All eight molecules are closed-shell. Some labels leave hydrogen atoms unwritten: F is HF, CF is CH₃F and C#P is HCP, while [BH] is the molecule BH.

Isotropic magnetisabilities and molar susceptibilities of eight neutral singlet molecules, calculated with PySCF 2.14.0 at the B3LYP/MINI level with gauge-including orbitals (GIAO) and density fitting, non-relativistic and in the gas phase. Each molecule is a single conformer optimised at the PBE0-D3(BJ)/def2-SVP level, without vibrational averaging.

```csv
system,formula,magnetisability (1e-30 J/T^2),susceptibility (1e-6 cm^3/mol)
[SiH3]O[SiH2][SiH2][SiH3],H10OSi4,-1816.3,-109.38
[BH3-][PH+]1C=C1,C2H6BP,-984.4,-59.28
[H]/P=C(/F)C=C,C3H4FP,-840.5,-50.61
FC1CNC1,C3H6FN,-788.6,-47.49
C#P,CHP,-516.4,-31.10
CF,CH3F,-363.1,-21.86
F,FH,-161.6,-9.73
[BH],BH,309.9,18.66
```

**1. How strong is the response, and do the two columns say different things?**

The magnetisability $\xi$ gives the moment that a field $B$ induces, $m=\xi B$, averaged over all orientations. In a field of one tesla the moments here lie between about $2\times10^{-5}$ and $2\times10^{-4}$ Bohr magnetons, tiny beside the moment of one unpaired electron. A negative sign means that the moment opposes the field. The susceptibility $\chi$ is the same quantity per mole, so it brings no second piece of evidence. HF and CH₃F serve as etchants in chip making, where so weak a magnetism plays no part.

**2. What does a CH₂ group add?**

Going from HF to CH₃F inserts one CH₂ group and makes $\chi$ more negative by 12.1 in the table's unit. The reason begins with the diamagnetic term: the field sets each electron circling, which contributes

$$\xi_{\rm dia}=-\frac{e^2\langle r^2\rangle}{6m_e},$$

where $e$ and $m_e$ are the electron's charge and mass and $r$ is its distance from the chosen origin. The field also mixes empty orbitals into the occupied ones, and this paramagnetic term has the opposite sign. Each term alone depends on the origin, but their sum does not. If what survives in the sum belongs mainly to the individual atoms, the response of a molecule is a sum of atomic constants.

These are Pascal's constants, which derive from measurements on many compounds. With rough recalled values of −6.0 for C, −2.9 for H and −6.3 for F, CH₃F should have

$$\chi\approx-6.0+3(-2.9)-6.3=-21.0,$$

against a computed −21.9. Nothing was fitted to this row or to any other. Over the seven diamagnetic molecules, with a correction for carbon–carbon double bonds, the root-mean-square miss is 3.2. The output below gives the sum for every molecule.

**3. Do more electrons always mean a stronger response?**

No. C₂H₆BP has 38 electrons and C₃H₄FP has 46, yet the first responds more strongly. In the atomic picture each electron counts by the square of its distance from its own nucleus, and fluorine holds its nine electrons close. It therefore contributes only about twice as much as a hydrogen atom with its single electron. One fitted constant per electron accordingly misses the seven molecules by 7.0, about twice as much as the atomic sum.

Distances from the centre of mass tell a different story. Measured from there, the diamagnetic term is larger in C₃H₄FP, but the paramagnetic term cancels more of it. The atomic sum puts the two molecules almost level, so it explains why the extra electrons bring no gain, but not why C₂H₆BP leads. Low-lying excitations from the phosphorus lone pair of C₃H₄FP into its empty π orbital may strengthen the paramagnetic term, but only for fields in the molecular plane. C₂H₆BP also leads when the field lies along the normal of its ring and along the normal of the chain's plane, so this guess can explain at most part of the difference.

**4. Why is BH positive when all its electrons are paired?**

The atomic sum predicts −9.9 for BH and the calculation gives +18.7, so here the simple picture fails outright. The average hides two different responses. Along the bond $\chi$ is −12.7, an ordinary diamagnetic value; across it, in two equivalent directions, $\chi$ is +34.4. The mean is $(-12.7+2\times34.4)/3=18.7$.

The cause is well-known quantum chemistry. Boron carries a lone pair that points away from hydrogen and has much p character, and beside it lie two empty p orbitals at right angles to the bond. A field across the bond acts as a rotation about its own direction and turns the lone pair towards one of these empty orbitals. The resulting orbital current strengthens the field, with no unpaired spin involved. A field along the bond cannot do this, because the lone pair is symmetric about that axis.

HF is the control. Its corresponding p orbitals are full, so this route is closed. The reverse route, from a full p orbital into the empty antibonding orbital of the bond, is open but has to cross a gap of 13.3 eV. With the centre of mass as origin, the paramagnetic part across the bond is 2.5 times the diamagnetic part in BH, but only 0.12 times in HF.

**5. Is a small orbital gap enough to reverse the sign?**

It is not. The gap between the highest occupied and lowest empty orbital is 3.7 eV in BH and 4.2 eV in C₃H₄FP, yet C₃H₄FP is clearly diamagnetic. A large paramagnetic term may merely reflect an origin far from many of the electrons, and that part cancels in the sum. What pulls the sum itself strongly towards positive values is an empty orbital near in energy into which a rotation about the field carries an occupied one. Even then the sign reverses only if this effect outweighs the remaining diamagnetism of all the electrons. BH has only six of them, whereas in C₃H₄FP such mixing is also allowed but does not win.

For a neighbouring closed-shell molecule, one therefore adds up the atoms first. Then one looks for an occupied p-type orbital beside an empty one at right angles and close in energy, and asks how much diamagnetism it would have to overcome.

**6. Does the three-membered ring of C₂H₆BP carry a ring current?**

At first sight it seems to. With the field along the ring normal, $\xi$ is more negative than the mean of the other two directions by about 340 (in $10^{-30}$ J/T²), as a diamagnetic ring current would make it. But C₃H₄FP, a planar open chain, shows an excess of about 260 along the normal to its plane. An excess of this kind can thus arise without any ring, and its presence in C₂H₆BP is no proof of a ring current. Nor does the comparison exclude one.

For the open chain, theory suggests a cause related to that in BH. A field in the molecular plane can rotate σ orbitals into empty π orbitals and so weaken the diamagnetism in those directions, while a field along the normal cannot. The same mixing may act in C₂H₆BP, but there the σ electrons of the small ring could add an excess of their own. The calculation does not separate these contributions. The saturated four-membered ring of C₃H₆FN, which shows the reverse order of directions, cannot settle the matter for a three-membered one.

**7. Which digits can be trusted, and what would a better basis change?**

For CH₃F the computed size of $\chi$ is about a fifth above a rough recalled measured value of 18. The minimal basis is a likely cause, since it gives the orbitals little freedom to adapt to the field, but vibrational averaging is absent and the functional is approximate too, and one comparison cannot separate these causes. The atomic sum of question 2 also overshoots the measured size, so its close agreement with the calculation for CH₃F does not show that either is accurate. Gauge-including orbitals remove the dependence on the origin; they do not make a small basis complete.

An error of this size decides what may be read from the table. C₂H₆BP leads C₃H₄FP by 17%, and C₃H₄FP leads C₃H₆FN by 7%, so a better basis could reorder these three. The elevenfold rise from HF to the silyl ether is far larger than such an error. The positive sign of BH rests on a known mechanism, though its size depends on a delicate balance and may shift considerably.

Numerical output:

```
Additive estimate and parts of the susceptibility in 1e-6 cm^3/mol:
                        row  electrons  Pascal sum  sum less computed  diamagnetic part  paramagnetic part
  [SiH3]O[SiH2][SiH2][SiH3]         74      -113.6              -4.22             -1494               1384
           [BH3-][PH+]1C=C1         38       -56.9               2.38            -317.2              257.9
             [H]/P=C(/F)C=C         46       -56.4              -5.79            -457.5              406.9
                    FC1CNC1         40       -47.3               0.19            -295.4              247.9
                        C#P         22       -34.9               -3.8            -77.91              46.81
                         CF         18         -21               0.86             -62.5              40.64
                          F         10        -9.2               0.53            -10.63             0.8967
                       [BH]          6        -9.9             -28.56            -19.36              38.02
Susceptibility per magnetisability (table units): 0.06022
Rms miss of Pascal sum without BH (1e-6 cm^3/mol): 3.218
Same without the double-bond correction (1e-6 cm^3/mol): 4.935
Rms miss of one fitted constant per electron without BH (1e-6 cm^3/mol): 7.048
CH3F less HF, computed (1e-6 cm^3/mol): -12.13
CH3F less HF, Pascal sum (1e-6 cm^3/mol): -11.8
BH across the bond, paramagnetic over diamagnetic size: 2.516
HF across the bond, paramagnetic over diamagnetic size: 0.1202
BH orbital gap (eV): 3.707
C3H4FP orbital gap (eV): 4.182
C2H6BP, ring normal less mean of the two other directions (1e-30 J/T^2): -342.8
C3H4FP open chain, plane normal less mean of the two other directions (1e-30 J/T^2): -259.5
C3H6FN, rough ring normal less mean of the two other directions (1e-30 J/T^2): 175.5
CH3F excess over a rough recalled measured size of 18 (percent): 21.44
C2H6BP over C3H4FP (percent): 17.12
C3H4FP over C3H6FN (percent): 6.581
```
